Lutetium, the last row, looks like a mistake. From Pr to Yb the tabulated ionisation energy climbs with every row and reaches 6.25 eV, and then one more proton brings it down to 5.43 eV. The column of final configurations shows what has changed: Pr to Yb give up a 6s electron, Lu gives up a 5d electron, and La and Ce lose both 6s electrons while gaining a 5d one. The table holds three different processes, and only Pr to Yb form a series.

PySCF 2.14.0, two-component X2C-1e GHF (one spinor determinant in jj occupation) and GMP2, x2c-TZVPall-2c basis, Gaussian nucleus: ionisation energies of neutral lanthanide atoms as total-energy differences. GMP2 freezes the 1s–3d shells and drops 18 virtual spinors. Screened-SO has the one-electron spin-orbit term with screened-nucleus factors; spin-free has none.

```tsv
species	Z	electrons	configuration	final configuration	frozen electrons	GHF screened-SO (eV)	GMP2 screened-SO (eV)	GHF spin-free (eV)	GMP2 spin-free (eV)	tabulated (eV)	kind of the tabulated value
La	57	57	[Xe] (5d3/2)1 6s2	[Xe] (5d3/2)2	28	4.73	5.62	n/a	n/a	5.5769	measured
Ce	58	58	[Xe] (4f5/2)1 (5d3/2)1 6s2	[Xe] (4f5/2)1 (5d3/2)2	28	4.78	5.61	n/a	n/a	5.5386	measured
Pr	59	59	[Xe] (4f5/2)3 6s2	[Xe] (4f5/2)3 (6s1/2)1	28	4.44	5.34	4.44	5.34	5.4702	semi-empirical
Nd	60	60	[Xe] (4f5/2)4 6s2	[Xe] (4f5/2)4 (6s1/2)1	28	4.49	5.39	4.49	5.39	5.525	measured
Pm	61	61	[Xe] (4f5/2)5 6s2	[Xe] (4f5/2)5 (6s1/2)1	28	4.54	5.45	4.54	5.44	5.58187	measured
Sm	62	62	[Xe] (4f5/2)6 6s2	[Xe] (4f5/2)6 (6s1/2)1	28	4.59	5.49	4.59	5.49	5.64372	measured
Tb	65	65	[Xe] (4f5/2)6 (4f7/2)3 6s2	[Xe] (4f5/2)6 (4f7/2)3 (6s1/2)1	28	4.79	5.72	4.78	5.72	5.8638	measured
Dy	66	66	[Xe] (4f5/2)6 (4f7/2)4 6s2	[Xe] (4f5/2)6 (4f7/2)4 (6s1/2)1	28	4.86	5.81	4.85	5.80	5.93906	measured
Tm	69	69	[Xe] (4f5/2)6 (4f7/2)7 6s2	[Xe] (4f5/2)6 (4f7/2)7 (6s1/2)1	28	5.07	6.05	5.06	6.04	6.1844	measured
Yb	70	70	[Xe] 4f14 6s2	[Xe] 4f14 (6s1/2)1	28	5.13	6.12	5.13	6.12	6.25416	measured
Lu	71	71	[Xe] 4f14 (5d3/2)1 6s2	[Xe] 4f14 6s2	28	4.52	5.08	4.41	4.89	5.42587	measured
```

GHF is a single determinant of two-component spinors, and GMP2 adds electron correlation to second order. The screened-SO columns include spin-orbit coupling and the spin-free columns leave it out, while both keep the scalar relativistic terms. The tabulated values are NIST's. The configurations are settings of the runs, so the calculation gives the energy between two chosen states and does not itself predict which electron leaves. Differences quoted below use the energies of the same runs to four decimals, and the printed analysis after the text lists them row by row.

**La and Ce: a rearrangement, and doubtful states**

At the start of the row 5d and 6s lie close in energy. The standard argument is that 5d is the more compact orbital and gains more from the extra positive charge of the ion, so that La⁺ and Ce⁺ prefer $5d^2$ to any arrangement with 6s. The ionisation energy is then the cost of removing one 6s electron less the gain from moving the other into 5d. It has no reason to lie on the 6s line, and the tabulated values stand 0.107 eV (La) and 0.068 eV (Ce) above Pr.

GMP2 seems at its best here, 0.046 and 0.066 eV above the tabulated values, but the determinants are not the intended states. The La atom should be a doublet with $\langle S^2\rangle = 0.75$ and has 1.77. Its $\langle L^2\rangle$ is also too high, close to 8 where a D term has 6. A $^4F$ admixture from $5d^2 6s$ fits both numbers, with a weight of 0.34 from the spin and 0.31 from the orbital momentum. The occupations were not printed, so this reading is supported rather than shown.

Cerium is further off. The atom is meant to be a singlet, $^1G_4$, yet its $\langle S^2\rangle$ of 2.58 and its $\langle L^2\rangle$ near 30 are closer to $^3H_4$. Two open electrons over a closed $6s^2$ pair cannot exceed $\langle S^2\rangle = 2$, so the 6s pair appears to be partly opened here as in La. The ion was run with projection $M = 9/2$ and is mainly $J = 9/2$, an excited level, whereas the ground level has $J = 7/2$. The agreement in these two rows is therefore no evidence of accuracy, and La was moreover run in a smaller basis, with two f shells and no g.

**Pr to Sm: a slow rise under a nearly perfect screen**

Each step adds a proton and an electron, and the electron enters 4f, a shell that lies inside the 5s and 5p core. The 6s electron spends most of its time outside all of this and sees the new proton almost cancelled. A little charge leaks through because 6s penetrates to small radii, so it is bound slightly more tightly at each step. This incomplete screening is established physics; the energies here are consistent with it without displaying it directly. Scalar relativity also tightens 6s as $Z$ grows, and since it is present in every column its share of the rise is untested and need not be small; any effective charge read from these energies lumps it together with penetration.

A hydrogenic reading gives a sense of scale. With $E = \mathrm{Ry}\,(Z_\mathrm{eff}/6)^2$ the tabulated values correspond to an effective charge of 3.80 at Pr and 4.07 at Yb, a gain of only 0.024 per proton. This restates the data and depends on taking the principal quantum number at face value. It does supply a yardstick for smooth curvature: with a constant gain per proton the slope $dE/dZ$ would grow as $\sqrt{E}$, and in the alternative reading, unit charge with a quantum defect that changes steadily, as $E^{3/2}$.

Correlation sets the height of the line and does little to tilt it. In the atom the two 6s electrons avoid each other and each polarises the core, and ionisation removes the pair correlation together with one electron's share of the core-valence part. GHF knows neither and lies 1.03 eV below the tabulated value at Pr, an error that grows to 1.12 eV at Yb. GMP2 recovers 86 to 88% of that gap in all eight 6s rows.

The growth of the correlation term supplies only 12% of the GMP2 rise of 0.785 eV from Pr to Yb, a rise that matches the tabulated 0.784 eV. What remains is a nearly constant deficit, 0.136 eV on average. Higher orders of correlation, the finite basis and the Breit and QED terms left out of the Hamiltonian could all contribute, and these numbers do not separate them.

The determinants of this stretch are not pure $J$ levels. Despite the $jj$ labels their $\langle S^2\rangle$ is close to the Hund's-rule value, so they are nearly $LS$ states. For a shell less than half full the ground level has $J = L - S$, which takes several determinants, and $\langle J^2\rangle$ exceeds the pure value $M(M+1)$ by 2.18 in the Pr atom and 5.51 in Sm. In the $LS$ limit, with 4f coupling constant $\zeta$, the determinant has spin-orbit energy $-\zeta L/2$ in atom and ion alike, and the true ground level has $-\zeta(L+1)/2$ as long as $L \ge S$. The error then cancels in the difference, as for Pr, Nd and Pm. Sm⁺ is the exception: with $L = 3$ and $S = 7/2$ its ground level gains $\zeta/14$ less than the atom does, which the determinants miss. Switching the coupling on moves every 6s row by less than 0.005 eV, as expected for an s electron with no first-order spin-orbit energy, but this compares determinants with the same defect and does not test the cancellation.

**From Sm to Tb: the slope changes**

The line is steeper after the middle of the row. The slope from Tb to Yb is 1.35 times that from Pr to Sm in the tabulated values and 1.41 times in GHF, where the $\sqrt{E}$ rule gives about 1.05 and the $E^{3/2}$ rule 1.14. The ratio is the same in spin-free GHF, so the change is there before either correlation or spin-orbit coupling enters.

Exchange between 6s and 4f offers an explanation that depends on which of the two 6s electrons leaves. Electrons of parallel spin keep apart and repel each other less, so the ion keeps the 6s electron whose spin is parallel to the 4f majority. The computed ions have this alignment: $\langle S^2\rangle$ of Sm⁺ is 15.63, against 15.75 for seven parallel spins, and the other 6s ions follow the same pattern. This is no separate test of the cause, because each ion was run with a chosen projection $M$, that of its ground level, which largely settles the alignment beforehand. Only in Sm⁺ do both alignments share $|M| = 1/2$, and there the starting determinant may have decided. The departing electron is thus the minority-spin one. In the first half of the row it has no 4f partner of its own spin, and in the second half it acquires one more at each step.

Let $K$ be the exchange energy of a 6s electron with one parallel 4f electron, and $n_\uparrow$, $n_\downarrow$ the 4f occupations. With orbitals held fixed, the atom has 6s–4f exchange energy $-K(n_\uparrow + n_\downarrow)$ and the ion $-K n_\uparrow$. If the screening part is linear with slope $b$,

$$E = E_0 + bZ + K n_\downarrow .$$

The slope is $b$ before half-filling and $b + K$ after it. Nothing is fitted by least squares: the end rows of each stretch fix the two constants, here from the tabulated values in eV,

$$b = \frac{5.644 - 5.470}{3} = 0.058, \qquad b + K = \frac{6.254 - 5.864}{5} = 0.078 .$$

So $K$ is about 0.020 eV, twice the half-difference of slopes in the printed analysis. The gap between Sm and Tb enters neither slope, though it shares its end rows with them, and serves as a rough check. Three protons are added and $n_\downarrow$ goes from zero in $4f^6$ to two in $4f^9$:

$$3(0.058) + 2(0.020) = 0.214\ \text{eV}, \qquad \text{found } 5.864 - 5.644 = 0.220\ \text{eV}.$$

The count falls short of the found gap at every level, by little for the tabulated values and by more in the calculation: 0.188 against 0.199 eV in GHF, and 0.212 against 0.230 eV in GMP2, misses of a quarter to a third of the exchange term $2K$. GHF gives the same $K$ as the tabulated values, while GMP2 exaggerates the change of slope because its correlation term is nearly flat from Pr to Sm and grows faster afterwards. The value of $K$ is a rough size, since it absorbs any curvature of the screening part and, for the tabulated column, rests on a semi-empirical value for Pr.

The two-slope picture is cleaner in the calculation than in the measurements. GHF steps from Pr to Sm are level at about 0.049 eV, whereas the tabulated steps grow from 0.055 to 0.062 eV. Sm is the worst 6s row for GMP2, 0.150 eV low, and the uncancelled $\zeta/14$ has the sign of the extra deficit; for $\zeta$ of the order of a tenth of an eV, a size not computed here, it is about a hundredth of an eV. The same effect lifts the tabulated Sm value above the exchange line, raising $b$ and narrowing the Sm to Tb gap, so the close match of the tabulated count is partly accidental. Sm and Tb bracket the half-filled shell, so the turn is seen from its two sides and its sharpness is untested. Exchange as the cause is argued from theory and supported by the count, which falls short of proof.

**Tb to Yb: clean states on the steeper line**

Beyond half-filling the ground level has $J = L + S$, and its component of largest $M$ is a single determinant. The calculation reflects this, with $\langle J^2\rangle$ within 0.03 of the pure value at both ends. These four rows are the best test of the method, and the GMP2 deficit stays between 0.131 and 0.140 eV. The last step, Tm to Yb, is smaller per proton than the Dy to Tm average in GHF, GMP2 and the tabulated values alike, which the linear count does not describe.

**Lu: a different electron**

At Yb the 4f shell is full, and the next electron goes into 5d. A d electron is held away from the nucleus by its centrifugal barrier and is screened by all fourteen 4f electrons, while 6s has been tightening along the row. By the standard argument the order found at La⁺ has now reversed: both atoms are $5d^1 6s^2$, but Lu⁺ keeps $6s^2$ and releases the 5d electron. Both levels of theory reproduce the fall from Yb, GHF with 0.614 eV and GMP2 with 1.045 eV, on either side of the tabulated 0.828 eV.

Spin-orbit coupling matters here because the departing electron carries orbital momentum. For a d electron with coupling constant $\zeta$ the $j = 3/2$ level lies $\tfrac{3}{2}\zeta$ below the spin-free position and $j = 5/2$ lies $\zeta$ above it, so removal from $5d_{3/2}$ costs an extra three fifths of the splitting. The computed shifts are 0.11 eV in GHF and 0.19 eV in GMP2, of the expected sign. Their size depends on the screened-nucleus factors that imitate the two-electron term.

The correlation term is 0.559 eV, well below the 0.990 eV of Yb, as it should be when the 6s pair survives ionisation. It closes only 62% of the GHF gap and leaves GMP2 0.347 eV below the measured value, the largest GMP2 error in the table. The cause is not established, and the purity of the Lu determinants is unchecked. The Lu basis has two f shells where Ce to Yb have four, so part of the deficit may be an artefact of the basis.

Output of the analysis:

```
table rounded to 0.005 eV; four-decimal outputs used below, largest difference from table 0.0050 eV
row lost | GHF-NIST GMP2-NIST | GMP2-GHF, % of GHF gap | spin-orbit shift GHF, GMP2 (eV)
La ds2>d2 | -0.851 +0.046 | 0.897 105% | -0.0212 -0.0743
Ce ds2>d2 | -0.757 +0.066 | 0.824 109% | +0.0909 +0.0416
Pr 6s     | -1.030 -0.132 | 0.898 87% | +0.0011 +0.0011
Nd 6s     | -1.036 -0.132 | 0.903 87% | +0.0007 +0.0008
Pm 6s     | -1.042 -0.137 | 0.906 87% | +0.0009 +0.0015
Sm 6s     | -1.056 -0.150 | 0.906 86% | +0.0014 +0.0022
Tb 6s     | -1.078 -0.140 | 0.938 87% | +0.0023 +0.0025
Dy 6s     | -1.082 -0.134 | 0.949 88% | +0.0029 +0.0032
Tm 6s     | -1.117 -0.136 | 0.982 88% | +0.0031 +0.0037
Yb 6s     | -1.121 -0.131 | 0.990 88% | +0.0034 +0.0044
Lu 5d     | -0.906 -0.347 | 0.559 62% | +0.1137 +0.1858
row | S2 atom (ideal), S2 ion (ideal) | J2 - M(M+1): atom, ion
La | 1.77 (0.75), 1.74 (2.00) | +0.03, +0.40
Ce | 2.58 (0.00), 3.24 (3.75) | +0.07, +0.79
Pr | 3.74 (3.75), 5.96 (6.00) | +2.18, +3.19
Nd | 6.00 (6.00), 8.73 (8.75) | +3.44, +4.45
Pm | 8.71 (8.75), 11.94 (12.00) | +4.42, +5.43
Sm | 11.91 (12.00), 15.63 (15.75) | +5.51, +5.51
Tb | 8.64 (8.75), 11.85 (12.00) | +0.03, +0.02
Dy | 5.90 (6.00), 8.61 (8.75) | +0.01, +0.01
Tm | 0.85 (0.75), 2.10 (2.00) | +0.01, +0.01
Yb | 0.11 (0.00), 0.86 (0.75) | +0.00, +0.00
step | change of unpaired 4f | rise per proton GHF, GMP2, NIST (eV)
Pr-Nd (1) | +1 | 0.049 0.054 0.055
Nd-Pm (1) | +1 | 0.050 0.053 0.057
Pm-Sm (1) | +1 | 0.048 0.049 0.062
Sm-Tb (3) | -1 | 0.066 0.077 0.073
Tb-Dy (1) | -1 | 0.071 0.082 0.075
Dy-Tm (3) | -3 | 0.070 0.081 0.082
Tm-Yb (1) | -1 | 0.066 0.075 0.070
level | rise Pr-Yb, per proton | slope Pr-Sm, Tb-Yb, ratio (sqrt E ratio) | mean, half-diff | Sm-Tb counted, found
GHF | 0.693 0.063 | 0.049 0.069 1.41 (1.05) | 0.059 0.0102 | 0.188 0.199
GMP2 | 0.785 0.071 | 0.052 0.080 1.55 (1.05) | 0.066 0.0141 | 0.212 0.230
GHF spin-free | 0.691 0.063 | 0.049 0.069 1.41 (1.05) | 0.059 0.0101 | 0.187 0.198
NIST | 0.784 0.071 | 0.058 0.078 1.35 (1.04) | 0.068 0.0101 | 0.214 0.220
correlation part of GMP2 rise Pr-Yb 0.092 eV = 12%; spin-orbit part 0.0033 eV
hydrogenic charge, n=6, NIST: Pr 3.80, Yb 4.07; gain per proton 0.024, screened 97.6%
Yb to Lu change (eV): GHF -0.614, GMP2 -1.045, NIST -0.828
Lu 5d splitting implied by shift / 0.6 (eV): GHF 0.19, GMP2 0.31
La, Ce above Pr (eV): NIST +0.107 +0.068; GMP2 +0.285 +0.266
6s rows GMP2-NIST: mean -0.136, range -0.150 to -0.131 eV, worst Sm
```
